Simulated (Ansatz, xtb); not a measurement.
Relative energy of two conformers of C2HFInO

We compare I, `O=C=[CH][In][F]`, a doublet, with II, `O=C=[CH][In][F]`, a doublet. Both are isolated molecules in the gas phase, relaxed with B3LYP-D3(BJ)/def2-SVP.

I (Å):

```xyz
6

C    -0.7545   -0.3450    1.8097
C    -1.7343   -0.9849    1.2171
F    -1.2074    1.2234   -1.4504
In   -2.2879   -0.3051   -0.7872
O     0.1221    0.2675    2.2756
H    -2.2778   -1.8191    1.6564
```

II (Å):

```yaml
atoms:
  - { symbol: C, position_ang: [-1.0788, 2.0086, 1.8341] }
  - { symbol: C, position_ang: [-1.7562, 3.0294, 2.2959] }
  - { symbol: F, position_ang: [0.9128, 0.4638, -0.5371] }
  - { symbol: In, position_ang: [-0.0343, 2.1517, -0.0875] }
  - { symbol: O, position_ang: [-2.3368, 3.9833, 2.6362] }
  - { symbol: H, position_ang: [-0.9790, 1.0473, 2.3387] }
```

Energies in hartree; the thermal terms are from B3LYP-D3(BJ)/def2-SVP harmonic frequencies (ideal gas, rigid rotor, one conformer each, 298.15 K, 1 atm) and include the zero-point energy:

|  | I | II |
| --- | --- | --- |
| E, CCSD(T)/def2-SVP | −440.336227 | −440.336407 |
| E, MP2/def2-SVP | −440.298502 | −440.298590 |
| E, MP2/def2-TZVPP | −440.973161 | −440.973202 |
| zero-point energy | 0.023933 | 0.023669 |
| H(298 K) − E | 0.031168 | 0.030996 |
| G(298 K) − E | −0.009389 | −0.009569 |

Correct the CCSD(T) difference for the basis set by the MP2 change, then work out ΔE, ΔE₀, ΔH and ΔG for I → II in kcal/mol (1 Eh = 627.51 kcal/mol) and the equilibrium ratio [II]/[I].

1. Differences II − I: CCSD(T) −0.000180, MP2 in the small set −0.000088, MP2 in the large set −0.000041 Eh.
2. ΔE = −0.000180 + (−0.000041 − (−0.000088)) = −0.000133 Eh = −0.08 kcal/mol.
3. ΔE₀ = ΔE + ΔZPE = −0.000133 + (−0.000264) Eh = −0.25 kcal/mol.
4. ΔH = ΔE + (−0.000172) Eh = −0.19 kcal/mol.
5. ΔG = ΔE + (−0.000180) Eh = −0.20 kcal/mol, so ΔS = (ΔH − ΔG)/T = +0.1 J/(mol K).
6. kT = 0.9442 mEh, so K = [II]/[I] = exp(−ΔG/kT) = exp(+0.33) ≈ 1.4.

The two are too close for this level to say which is favoured. An error of 1 kcal/mol in ΔG would change K by a factor of 5.4. Mirror images and further conformers aren't counted.

Other levels gave ΔE = −0.2 (B3LYP-D3(BJ)/def2-SVP); −0.4 (HF/def2-SVP); −0.1 (MP2/def2-SVP); −0.1 (CCSD(T)/def2-SVP) kcal/mol. Open shells are spin-unrestricted. The correlated steps freeze 8 core orbitals; the filled d shell of In is correlated, in a basis made for valence electrons. Atoms past krypton carry core potentials in the def2 sets, without spin–orbit terms. Programs: Ansatz 0.2.0.

The two structures are planar rotamers about the In–C bond of a ketenyl indium(II) fluoride: fluorine lies syn to the C=C bond in I and anti in II. Turning one into the other leaves the bonding almost untouched, which is why they are nearly degenerate. The unpaired electron probably sits mainly in an in-plane s–p hybrid on indium, leaving the out-of-plane 5p orbital free to accept some density from the electron-rich ketene CH carbon. That interaction favours planarity but is available equally to both rotamers. The long In–C bond also keeps fluorine well away from the ketene unit, and its attraction to the electron-poor central carbon is probably partly offset by repulsion from the terminal oxygen. The small lean towards II owes more to zero-point energy than to electronic energy, while entropy hardly distinguishes the two. A gas-phase sample at equilibrium should therefore probably contain both in appreciable amounts. How quickly they interconvert depends on the torsional barrier, which the two minima do not reveal.
